**Question**

The table gives the energy to remove one electron from vanadium ions between V5+ and V22+, computed with a two-component relativistic Hamiltonian (X2C-1e). GHF is Hartree–Fock with one determinant of spinors, and GMP2 adds second-order Møller–Plesset correlation. The GHF spin-free column is an ionisation energy, and the three columns after it are changes relative to it, so the GMP2 screened-SO value for V13+ is $897.05-1.03=896.02$ eV.

Energies to remove one electron from vanadium ions, as differences of total energies, from PySCF 2.14.0 with two-component X2C-1e, a Gaussian nucleus and even-tempered bases up to f functions, scaled to each ion. GHF uses one spinor determinant in jj occupation. Spin-free omits the spin-orbit term; screened-SO includes its one-electron form with screened-nucleus factors.

```tsv
species	electrons	configuration	final configuration	frozen electrons	GHF spin-free (eV)	GMP2 spin-free less GHF spin-free (eV)	GHF screened-SO less GHF spin-free (eV)	GMP2 screened-SO less GHF spin-free (eV)	tabulated (eV)	kind of the tabulated value
V5+	18	[Ar]	[Ne] 3s2 (3p1/2)2 (3p3/2)3	2	127.25	0.70	-0.33	0.37	128.125	measured
V6+	17	[Ne] 3s2 (3p1/2)2 (3p3/2)3	[Ne] 3s2 (3p1/2)2 (3p3/2)2	2	148.98	0.83	-0.09	0.74	150.72	semi-empirical
V7+	16	[Ne] 3s2 (3p1/2)2 (3p3/2)2	[Ne] 3s2 (3p1/2)2 (3p3/2)1	2	178.44	0.36	-1.28	-0.85	173.55	semi-empirical
V9+	14	[Ne] 3s2 (3p1/2)2	[Ne] 3s2 (3p1/2)1	2	224.76	1.38	1.36	2.71	230.5	semi-empirical
V10+	13	[Ne] 3s2 (3p1/2)1	[Ne] 3s2	2	254.21	0.42	0.82	1.27	254.8	semi-empirical
V11+	12	[Ne] 3s2	[Ne] (3s1/2)1	2	305.55	2.08	0.00	2.08	308.5	semi-empirical
V12+	11	[Ne] (3s1/2)1	[Ne]	2	335.68	0.57	0.00	0.56	336.274	semi-empirical
V13+	10	[Ne]	[He] 2s2 (2p1/2)2 (2p3/2)3	0	897.05	1.44	-2.47	-1.03	896	measured
V14+	9	[He] 2s2 (2p1/2)2 (2p3/2)3	[He] 2s2 (2p1/2)2 (2p3/2)2	0	976.39	1.48	-1.01	0.46	977.2	semi-empirical
V15+	8	[He] 2s2 (2p1/2)2 (2p3/2)2	[He] 2s2 (2p1/2)2 (2p3/2)1	0	1058.26	1.54	n/a	n/a	1062.9	semi-empirical
V16+	7	[He] 2s2 (2p1/2)2 (2p3/2)1	[He] 2s2 (2p1/2)2	0	1171.61	0.16	-3.60	-3.64	1165.2	semi-empirical
V17+	6	[He] 2s2 (2p1/2)2	[He] 2s2 (2p1/2)1	0	1259.62	0.08	-1.19	-0.82	1258.9	semi-empirical
V18+	5	[He] 2s2 (2p1/2)1	[He] 2s2	0	1350.46	-0.41	5.97	5.54	1354.2	semi-empirical
V19+	4	[He] 2s2	[He] (2s1/2)1	0	1480.64	4.16	0.00	4.16	1486.7	semi-empirical
V20+	3	[He] (2s1/2)1	1s2	0	1569.95	0.16	0.00	0.16	1569.66	theoretical
V21+	2	1s2	(1s1/2)1	0	6854.49	1.27	0.00	1.27	6851.31	theoretical
V22+	1	(1s1/2)1	bare nucleus	0	7248.79	n/a	0.00	n/a	7246.13	theoretical
```

(a) Explain the sign and size of the spin-orbit step along the 2p shell, decide whether the shell is nearer LS or jj coupling, and estimate the step for V15+.

(b) Decide whether the spin-orbit steps of V7+ and V9+ can be read in the same way.

(c) Explain where the correlation step is largest and where GMP2 falls short.

(d) Account for the errors of V21+ and V22+.

(e) Advise on the level of theory for an accuracy of 1 %, of 1 eV and of 0.1 eV, with a rough statement of cost.

**Model answer**

Errors below are calculated less tabulated values. Only the V5+ and V13+ references are measured. The others are NIST's semi-empirical or theoretical values, so an error in those rows may belong partly to the reference.

The gross pattern is shell structure and screening, and the lowest level already has it: GHF spin-free lies within 3 % of the tabulated value in every row, while the energies run from 127 to 7249 eV. The steps between levels are at most 6 eV. Each step is a difference between two ions, so it depends on how an effect changes when one electron leaves.

(a) An electron in a p orbital couples its spin to its orbital motion about the nucleus. The level with spin and orbit opposed ($j=1/2$) falls, the level with them aligned ($j=3/2$) rises by half as much, and a full shell has no net first-order shift. An s electron has no orbital moment, and the step is 0.00 eV in each row where an s electron is removed. With the operator $\zeta\,\mathbf{l}\cdot\mathbf{s}$, where $\zeta$ is the spin-orbit parameter of the shell, p1/2 lies at $-\zeta$ and p3/2 at $+\zeta/2$.

Let $E_k$ be the spin-orbit energy of the ground level of p$^k$. If spin-orbit coupling dominated the electron repulsion (jj coupling), the electrons would fill p1/2 first and $E_1$ to $E_5$ would be $-1,\,-2,\,-3/2,\,-1,\,-1/2$ in units of $\zeta$. If repulsion dominates (LS coupling), Hund's rules fix $L$ and $S$ first, and the Landé rule gives
$$E=\tfrac{A}{2}\,[J(J+1)-L(L+1)-S(S+1)],\qquad A=\pm\frac{\zeta}{2S},$$
with the upper sign below half filling. For ${}^3P_0$ of p² this is $(\zeta/4)(0-4)=-\zeta$, for ${}^4S$ of p³ it is zero, and for ${}^3P_2$ of p⁴ it is $-(\zeta/4)(6-4)=-\zeta/2$. The LS sequence is $-1,\,-1,\,0,\,-1/2,\,-1/2$.

The step in the ionisation energy of p$^k$ is $E_{k-1}-E_k$. The two schemes agree at the ends of the shell, and the end rows fix $\zeta$. V18+ loses its single p1/2 electron, so its step of $+5.97$ eV is $\zeta$ for 2p¹. V13+ leaves a p3/2 hole, so its $-2.47$ eV is $-\zeta/2$ and $\zeta=4.94$ eV for 2p⁵. In between, $\zeta$ is interpolated linearly, and nothing is fitted by least squares. The hydrogenic form $\zeta=\alpha^2Z^4\,\mathrm{Ry}/(3n^3)$, with $\alpha$ the fine-structure constant and Ry the Rydberg energy, gives 8.45 eV for 2p and 2.50 eV for 3p at the bare charge. Screening brings the 3p values, read in the same way from V10+ and V5+, down to 0.82 and 0.66 eV. Part of that reduction is put in by the screened-nucleus factors, which imitate the two-electron spin-orbit term and overshoot the splittings of light atoms, so these values of $\zeta$ are no test of a screening model.

Chaining the steps gives the inner $E_k$, provided that adjoining rows, which use somewhat different bases, converged to the same state of the ion they share. From the bottom of the shell, $E_2=-5.97+1.19=-4.78$ eV and $E_3=-4.78+3.60=-1.18$ eV. From the top, $E_4=-2.47-1.01=-3.48$ eV. In units of $\zeta$ these are $-0.84$, $-0.22$ and $-0.67$, a mean distance of 0.18 from the LS values and 0.93 from the jj values. These three numbers took no part in fixing $\zeta$, so they show that the computed 2p shell is much nearer LS coupling, although every run is labelled by a jj occupation. The verdict rests on p³ and p⁴, whose ground levels are single determinants in the LS limit. The p² value needs care, because ${}^3P_0$ is not one determinant: in the LS limit the best determinant is the $M_L=-1$, $M_S=1$ component of ${}^3P$, with spin-orbit energy $-\zeta/2$, so $-0.84\,\zeta$ is a lowering beyond that limit. The true level lies below $-\zeta$ by about $2\zeta^2/\Delta$ through mixing with ${}^1S_0$ across the interval $\Delta$, enough to turn the first-order V17+ step, $-5.97+5.71=-0.26$ eV, positive. The $-1.19$ eV in the table is therefore a property of the determinant and not of the ion. The extra lowering of p³ and p⁴ beyond the LS values has the sign that theory gives for second-order mixing of levels of equal $J$ (${}^4S_{3/2}$ with ${}^2P_{3/2}$, ${}^3P_2$ with ${}^1D_2$), which is the onset of intermediate coupling.

For V15+ the chain closes from both sides: the step is $E_3-E_4=-1.18+3.48=+2.30$ eV. First-order LS counting gives a similar figure: $\zeta$ for p⁴ is $4.94+(5.97-4.94)/4=5.20$ eV, and the step is $0+5.20/2=+2.6$ eV. Adding 2.30 eV to the spin-free GMP2 value changes the V15+ error from $-3.10$ to $-0.80$ eV. Most of that row's apparent failure is therefore the spin-orbit term, subject to the assumption of shared states. Both estimates of the step inherit the overshoot of the screened factors and are probably somewhat high.

(b) They cannot, and a variational bound shows why. For a given radial function no p$^k$ state has a spin-orbit energy below the jj value. If the spin-free run found the lowest determinant, switching on the spin-orbit term can lower the energy by no more than the jj amount, since any change of the determinant that gains spin-orbit energy costs repulsion energy. The same chain for 3p gives $-2.18$ eV for 3p² and $-1.70$ eV for 3p³, which are $-2.79\,\zeta$ and $-2.30\,\zeta$ against limits of $-2\,\zeta$ and $-1.5\,\zeta$. Both break the bound by far more than rounding allows, whereas 3p⁴ at $-0.60\,\zeta$ resembles its 2p counterpart. If adjoining rows share the states of their common ions, as assumed in (a), it follows that the spin-free solutions for the 3p² ion in the V9+ row and the 3p³ ion in the V7+ row are not the lowest, and that the steps contain a change of solution as well as spin-orbit energy.

The ionisation energies point the same way. The tabulated values rise by 22.6 eV from V5+ to V6+ and by 22.8 eV from V6+ to V7+, where GHF spin-free gives 21.7 and then 29.5 eV. A final state that lies too high makes V7+ too large, and an initial state that lies too high makes V9+ too small, as found. The errors persist at GMP2 screened-SO ($+4.04$ and $-3.03$ eV), so neither step repairs them. It is established that the occupation (p1/2)² is a 2:1 mixture of ${}^3P_0$ and ${}^1S_0$, so a determinant that stays near it carries a third of the large singlet–triplet interval as a penalty. The screened-SO solutions appear to be too high as well, since their GHF errors, $+3.61$ eV for V7+ and $-4.38$ eV for V9+, stand apart from $-1.83$ eV for V6+ and $+0.23$ eV for V10+. Which low-spin admixture each run settled on, singlets in 3p² or doublets in the ${}^4S$ of 3p³, is not given by these outputs, and $\langle S^2\rangle$ and a stability analysis would settle it. The irregularity from V7+ to V9+ is an artefact of the states found and says nothing of vanadium.

(c) Removing an electron breaks its pairs with the others, and the ion left behind has less correlation energy, so the step is normally positive. It is positive in every many-electron row except V18+, and, the two ns² rows apart, it is 1.54 eV or less. The nucleus is the same in every row, and what changes is the shell, the number of electrons left and how tightly they are held. When a pair is held more tightly, its repulsion grows inversely with its size, but the gaps to other shells grow roughly as the square of that. The correlation energy, of the order of repulsion squared over gap, therefore changes little. The step depends on which pairs are broken and which excitations are released, and not directly on the binding energy, so it shows no steady growth while the ionisation energy grows about fiftyfold between V5+ and V21+. The steps of V7+ and V9+ carry little weight here, since they start from the doubtful spin-free solutions of (b).

The two largest steps are 4.16 eV for V19+ (2s²) and 2.08 eV for V11+ (3s²). The standard cause is near-degeneracy. In a highly charged ion ns and np are close on the scale of the binding energy, and ns² mixes with np² ${}^1S$. For two configurations coupled by an exchange integral $K$ across a gap $\Delta$, the lowering is about $K^2/\Delta$. Both $K$ and $\Delta$ arise from electron repulsion and grow as $Z$, so the lowering grows as $Z$ too. MP2 replaces $\Delta$ by a difference of orbital energies, in which the empty np orbital feels one electron too many, so the denominator is too large and the lowering too small. GMP2 closes 69 % of the gap between GHF and the tabulated value for V19+ (4.16 of 6.06 eV) and 71 % for V11+. A p electron already present blocks part of the ns² → np² excitation, so removing it lets the ns² ion gain correlation energy, which accounts for the negative step of V18+.

This picture suggests looking for paired errors. If the computed ns² ion lies too high by $\delta$, the row that ends on it is too large by $\delta$ and the row that starts from it is too small by $\delta$. At GMP2 screened-SO the errors are $+1.80$ and $-1.90$ eV for V18+ and V19+, and $+0.68$ and $-0.87$ eV for V10+ and V11+. The sums are $-0.10$ and $-0.19$ eV, and $\delta$, taken as half the difference, is about 1.9 and 0.8 eV. The pairing is weaker evidence than it looks. The ns²np¹ ion keeps two of the three ns² → np² channels, the ${}^3P$ of p² one and the ${}^4S$ of p³ none, so MP2 falls short in the np¹ ion too, and near-degeneracy alone would make the np¹ row err by less than half of $\delta$. The near-zero sums therefore need other errors in the np¹ rows, such as the missing Breit term, and the attribution to near-degeneracy rests on the argument above. The release of the channels in steps fits the small correlation steps of V16+ and V17+. All four references are semi-empirical, and the overshoot of the screened factors also acts on the two p¹ rows, so these values of $\delta$ are rough. For 2s² the value is probably too small, since the omitted QED and Breit terms push the V19+ error upward, as they do in V20+ ($+0.45$ eV).

(d) V22+ has one electron, so correlation and electron screening play no part. The Bohr energy is 7197.41 eV and the Dirac energy for a point nucleus, $mc^2[1-\sqrt{1-(Z\alpha)^2}]$, is 7248.83 eV. The calculation lies 0.04 eV below the latter, the direction in which a finite nucleus and a finite basis both act. This checks the basis and nothing deeper, because X2C reproduces the Dirac spectrum of one electron by construction. It also shows that scalar relativity, 51.41 eV here, is far larger than any step in the table and is already in the lowest level.

The remaining $+2.66$ eV lies outside the Hamiltonian. Nuclear recoil gives 0.08 eV for a mass of roughly 51 u. The Lamb shift, from self-energy and vacuum polarisation, raises an s level by $(\alpha/\pi)(Z\alpha)^4mc^2F/n^3$, with a prefactor of 0.94 eV for 1s. The error requires $F=2.74$. The expansion of $F$ in $Z\alpha$ gives 1.6 at leading order (with a rough, recalled Bethe logarithm of 3.0) and 3.2 at the next, so it brackets the value without fixing it. Scaling by $1/n^3$ suggests 0.33 eV for a 2s electron, against an error of $+0.45$ eV for V20+.

V21+ is a further 1.79 eV too high at GMP2. Two 1s electrons interact magnetically, and their Coulomb repulsion has a relativistic correction, and X2C-1e has neither. To order $\alpha^2$ both act at contact for a singlet pair: the Breit spin-spin term is $+2\pi\alpha^2\delta(\mathbf r_{12})$ and the two-electron Darwin term is $-\pi\alpha^2\delta(\mathbf r_{12})$, in hartree. Hydrogenic orbitals give $\langle\delta(\mathbf r_{12})\rangle=Z^3/8\pi$, so the net term is
$$\frac{\alpha^2Z^3}{8}=\frac{12167}{8\times137^2}=0.081\ \text{hartree}\approx 2.2\ \text{eV}.$$
It raises the two-electron ion and so lowers the true ionisation energy, which is the sign needed. The excess found is 0.81 of this estimate, which has no adjustable constant but ignores the mutual screening of the electrons and takes the QED shift to be that of V22+. The agreement is one of sign and rough size. GHF is nearer the reference than GMP2 in this row ($+3.18$ against $+4.45$ eV) only because the neglect of correlation offsets part of the omitted terms.

(e) Over the sixteen rows other than V15+, the mean absolute error falls from 2.64 eV at GHF spin-free to 1.54 eV at GMP2 screened-SO, with 2.24 and 2.23 eV for either step alone. The mean includes V7+ and V9+, whose errors come from the states found and not from the level of theory, and it hides the fact that each kind of row needs a different step. For 3s and 2s removal, correlation takes the mean error from 2.47 to 0.81 eV and spin-orbit does nothing. For the p⁶ and p¹ rows, correlation alone makes matters slightly worse (1.56 to 1.75 eV) and both steps together give 0.75 eV. In the 2p shell the spin-orbit step is larger in size than the correlation step for V13+, V16+, V17+ and V18+ but not for V14+. Among the well-behaved 3p rows it is smaller for V5+ and V6+ and larger for V10+.

For 1 %, as in a rough model of charge-state balance, GHF spin-free serves in every row except V6+ ($-1.15$ %), V7+ and V9+, with V11+ just inside. GMP2 screened-SO rescues V6+ but not the other two. At this accuracy the effort belongs in confirming that each open-shell ion is in its lowest state.

For 1 eV, both steps should be taken for p removal, although V5+, V10+, V14+ and V17+ already fall inside at GHF spin-free, where the omitted terms are small or offset each other. For 3s and 2s removal only the correlation step matters. GMP2 screened-SO meets the mark in nine rows, counting V6+ at the boundary, and misses for V7+, V9+, V16+, V18+, V19+, V21+ and V22+. V7+ and V9+ first need their 3p³ and 3p² ions converged to the high-spin determinant. Rows that begin or end on 2s² or on the ${}^3P_0$ of p² call for a multiconfigurational reference with the ns and np shells active. These remedies are argued from (a) to (c) and not tried here. The 1s rows call for Breit, two-electron and QED corrections and gain nothing from better correlation.

For 0.1 eV no level here is reliable. V12+, V13+ and V17+ come within about 0.1 eV, but the V13+ reference is given here without an uncertainty or any decimals, the other two are semi-empirical, and V17+ starts from a ${}^3P_0$ level that one determinant cannot describe, so its agreement is likely a cancellation. The bases stop at f functions and differ from row to row, and 1s² is frozen for V5+ to V12+ only, so differences of a tenth of an eV between correlation steps carry no meaning.

The cost follows roughly from scaling. Hartree–Fock grows formally as the fourth power of the basis size and MP2 as the fifth, and these runs used 78 to 123 functions, which is small. The spin-orbit operator is a one-electron term and cheap in itself. Its price is the use of complex spinors of twice the dimension, where a spin-free calculation could use real orbitals. The two steps nearly add: the spin-orbit shift at GMP2 differs from that at GHF by at most 0.3 eV, in V17+, where it is $-0.82-0.08=-0.90$ eV against $-1.19$ eV. Spin-free MP2 plus a GHF spin-orbit shift therefore reproduces the top level well enough for a 1 eV target and not for 0.1 eV. Multiconfigurational work on an ns, np space involves only four orbitals, and the contact and Lamb terms can be estimated by hand to several tenths of an eV.

**Remarks on the reasoning**

An answer that ranks the levels by closeness to the reference goes wrong at V5+. There spin-free GMP2 is off by $-0.17$ eV from a measured value and the spin-orbit step worsens this to $-0.50$ eV. The step is real, since the ion left behind is in ${}^2P_{3/2}$, below the centre of the doublet at which a spin-free calculation aims. The whole step is 0.33 eV, so an overshoot of the screened factors cannot supply the 0.50 eV. A shortfall of correlation from MP2 and the finite basis is the likely source, and it is untested.

The 3p chain lies nearer the jj numbers than the LS numbers (mean distances 0.66 and 1.40). Reading this as jj coupling would be an error, because the values pass beyond the jj limit, and because $\zeta$ is more than seven times smaller than in 2p while the term splittings it competes with shrink much less.

V16+ and V17+ are best read together. The 2p² lowering of $-0.84\,\zeta$ is what one determinant can reach, while the true ${}^3P_0$ level lies below $-\zeta$, as argued in (a). A 2p² ion placed too high would raise V16+, whose error is $+2.77$ eV, and lower V17+, whose error is $-0.10$ eV. The two errors amount to about $\pm1.4$ eV around a common $+1.3$ eV. A positive common part is expected, as in V18+, because each of these rows ends on an ion with one more open 2s² → 2p² channel, which MP2 underestimates, and the Breit term is missing. The signs follow from theory, but the sizes are not separated here and the references are semi-empirical.

For a neighbouring element the ranking follows from the powers of the charge. Spin-orbit and Lamb terms grow roughly as the fourth power, the contact term as the third, near-degeneracy as the first, and pair correlation hardly at all. One place up the periodic table the 2p spin-orbit steps and the 1s errors should grow by some 15 to 20 %, the 2s² error by a few per cent, and the ordinary correlation steps should hardly change.
